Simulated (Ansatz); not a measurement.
**Loss of H2: C3H5F3 → C3H3F3 + H2**

Species: C3H5F3 (1,1,1-trifluoropropane) `CCC(F)(F)F`, singlet; C3H3F3 (3,3,3-trifluoropropene) `C=CC(F)(F)F`, singlet; H2 (hydrogen), singlet. 

Shapes, held fixed at every level: PBE0-D4/def2-TZVP. Programs: Ansatz 0.2.0. The zero-point and thermal change to 298 K, harmonic and unscaled (PBE0-D4/def2-TZVP), is -28.4 kJ/mol.

```csv
level,kind,ΔH(298 K) (kJ/mol),less CCSD(T)/CBS estimate
SPW92/def2-TZVPP,LDA,+180.4,+32.7
PBE-D4/def2-TZVPP,GGA,+148.2,+0.5
BHLYP-D4/def2-TZVPP,global hybrid,+156.4,+8.7
B2PLYP/def2-TZVPP,double hybrid,+143.1,-4.6
MP2/def2-SVP,perturbation theory,+162.2,+14.5
CCSD(T)/def2-SVP,coupled cluster or CI,+154.8,+7.1
CCSD/def2-TZVPP,coupled cluster or CI,+151.3,+3.6
CCSD(T)/CBS estimate,coupled cluster or CI,+147.7,0.0
```

The highest level, CCSD(T)/CBS estimate, gives ΔH(298 K) = +147.7 kJ/mol; the levels span +143.1 to +180.4. The column of differences is taken from that level and isn't an error. No measured value is set beside it here. The CBS estimate extrapolates MP2 from def2-TZVPP and def2-QZVPP and adds CCSD(T) − MP2 in the triple-zeta set, cores frozen; for H2 it overshoots the exact energy by about 1 mEh.

Dehydrogenation of 1,1,1-trifluoropropane is strongly endothermic at every level, with +147.7 kJ/mol at the highest. Two strong C–H σ bonds are given up for an H–H bond and a C=C π bond, and the π bond is too weak to make good the loss. The trifluoromethyl group probably adds to the cost compared with propane: it withdraws electron density from the new double bond and lacks the C–H hyperconjugation by which a methyl group stabilises an alkene.

The sign is therefore secure, while the size depends on the treatment of correlation. SPW92 stands far above the rest, probably because local-density overbinding does not cancel between the intact alkane and the separated products. In the def2-SVP basis MP2 lies above CCSD(T), so its excess over the highest level is not solely a basis-set effect. Release of a light gas favours the products entropically, so heating and low pressure should promote the reaction, but the enthalpy alone fixes neither the temperature required nor the barrier.
